\textbf{Student:} Fischer's 1967 method extracts the spectrum of an isomer B nobody isolated. Something must be assumed.

\textbf{Lecturer:} Take A $\rightleftharpoons$ B, starting from pure A, with no side reactions and negligible thermal return. Let $\alpha_i$ be the photostationary fraction of B under wavelength $\lambda_i$, $\varepsilon$ the decadic molar absorption coefficients, and $\rho_i=\Phi_{AB}/\Phi_{BA}$ at $\lambda_i$. The photon flux cancels, so $(1-\alpha_i)\varepsilon_A\rho_i=\alpha_i\varepsilon_B$, and the absorbance ratio at $\lambda_i$ is
\begin{equation}
d_i=\frac{D_{\rm pss}}{D_0}=1-\alpha_i+\alpha_i\frac{\varepsilon_B}{\varepsilon_A}=(1-\alpha_i)(1+\rho_i).
\label{eq:d}
\end{equation}
Absorbance changes at a common probe wavelength give $n=\alpha_2/\alpha_1$, whatever the yields. Setting $\rho_1=\rho_2$ in $d_2/d_1$ gives
\begin{equation}
\alpha_F=\frac{d_2-d_1}{d_2-nd_1}.
\label{eq:F}
\end{equation}
The assumption enters in that one step.

\textbf{Student:} For azobenzene 313 nm pumps the $\pi\pi^*$ band and 436 nm the $n\pi^*$ band, and the yields differ. The method is dead.

\textbf{Lecturer:} Biased; let us see how much. Only $1+\rho$ enters, so define $1+\eta=(1+\rho_2)/(1+\rho_1)$. Insert \eqref{eq:d} with $\alpha_2=n\alpha_1$ into \eqref{eq:F} and cancel $1+\rho_1$:
\begin{equation}
\alpha_F=\frac{\alpha_1(1-n)+\eta(1-\alpha_2)}{(1-n)+\eta(1-\alpha_2)}=\frac{\alpha_1+x}{1+x},\qquad x=\frac{\eta(1-\alpha_2)}{1-n}.
\end{equation}
Hence
\begin{equation}
\alpha_F-\alpha_1=\frac{x(1-\alpha_1)}{1+x}\approx\frac{\eta(1-\alpha_1)(1-\alpha_2)}{1-n}.
\label{eq:bias}
\end{equation}
The last form is the first correction. It needs $|x|\ll1$ and blows up as $n\to1$, where the two irradiations stop carrying independent information.

\textbf{Student:} Numbers, please.

\textbf{Lecturer:} A is trans, B cis, $\lambda_1=313$ nm, $\lambda_2=436$ nm. As typical alkane-solvent inputs take $\Phi_{AB}=0.11$, $\Phi_{BA}=0.44$ at 313 nm and $0.25$, $0.56$ at 436 nm. For $\varepsilon_A,\varepsilon_B$ in M$^{-1}$cm$^{-1}$ take approximately $22000$, $1500$ and $450$, $1250$; the $1500$ is chosen to give the typical cis content of roughly 80\% at 313 nm. Then $\rho_1=0.250$, $\rho_2=0.446$, a factor $1.8$ apart, yet $\eta=0.157$. The model has $\alpha_1=0.786$, $\alpha_2=0.138$, $n=0.176$, $d_1=0.268$, $d_2=1.246$, and \eqref{eq:F} returns $\alpha_F=0.816$. With $x=0.164$ the first-order bias is $+0.035$ and the full one $+0.030$, so higher orders remove $0.005$. The third decimals serve the bookkeeping; two-figure inputs do not fix them.

\textbf{Student:} So I was wrong. Three points of composition, with $n$ far from one. Harmless.

\textbf{Lecturer:} You wanted a spectrum. With concentration $C$, path $l$ and the change $\Delta D=Cl\,\alpha_1(\varepsilon_B-\varepsilon_A)$ produced by the first irradiation, one extrapolates $\varepsilon_B^F=\varepsilon_A+\Delta D/(Cl\,\alpha_F)$ at every wavelength, so
\begin{equation}
\varepsilon_B^F-\varepsilon_B=(\varepsilon_A-\varepsilon_B)\,\frac{\alpha_F-\alpha_1}{\alpha_F}.
\end{equation}
The fraction is $0.037$: overestimated conversion leaves that much trans spectrum in the supposed cis one. At 436 nm the shift is $-30$ M$^{-1}$cm$^{-1}$, or 2\%. At 313 nm, where trans absorbs far more strongly, it is $+760$ M$^{-1}$cm$^{-1}$, or 51\%.

\textbf{Student:} And the yield ratio it reports?

\textbf{Lecturer:} Equation \eqref{eq:bias} gives $1-\alpha_F=(1-\alpha_1)/(1+x)$, so $1+\rho_F=d_1/(1-\alpha_F)=(1+\rho_1)(1+x)$ and $\rho_F=0.455$. That is no average; it lies just above $\rho_2$. Since $\alpha_2$ is small, $d_2$ nearly fixes $1+\rho$, and the 313 nm composition absorbs the mismatch.

\textbf{Student:} Then I add a third wavelength and fit $\eta$.

\textbf{Lecturer:} Count. $N$ irradiations give $N$ ratios $d_i$ and $N-1$ ratios like $n$, against $N$ compositions and $N$ values of $\rho$. You stay one short. Either irradiate twice within one electronic band, where a constant $\rho$ is more plausible but $n$ may sit nearer one, or supply one outside number. An NMR composition removes the assumption altogether, and a known $\eta$ gives exactly
\begin{equation}
\alpha_1=\frac{d_2-(1+\eta)d_1}{d_2-n(1+\eta)d_1}.
\end{equation}
Without either, this model's cis spectrum is good to a few per cent at 436 nm and half again too high at 313 nm.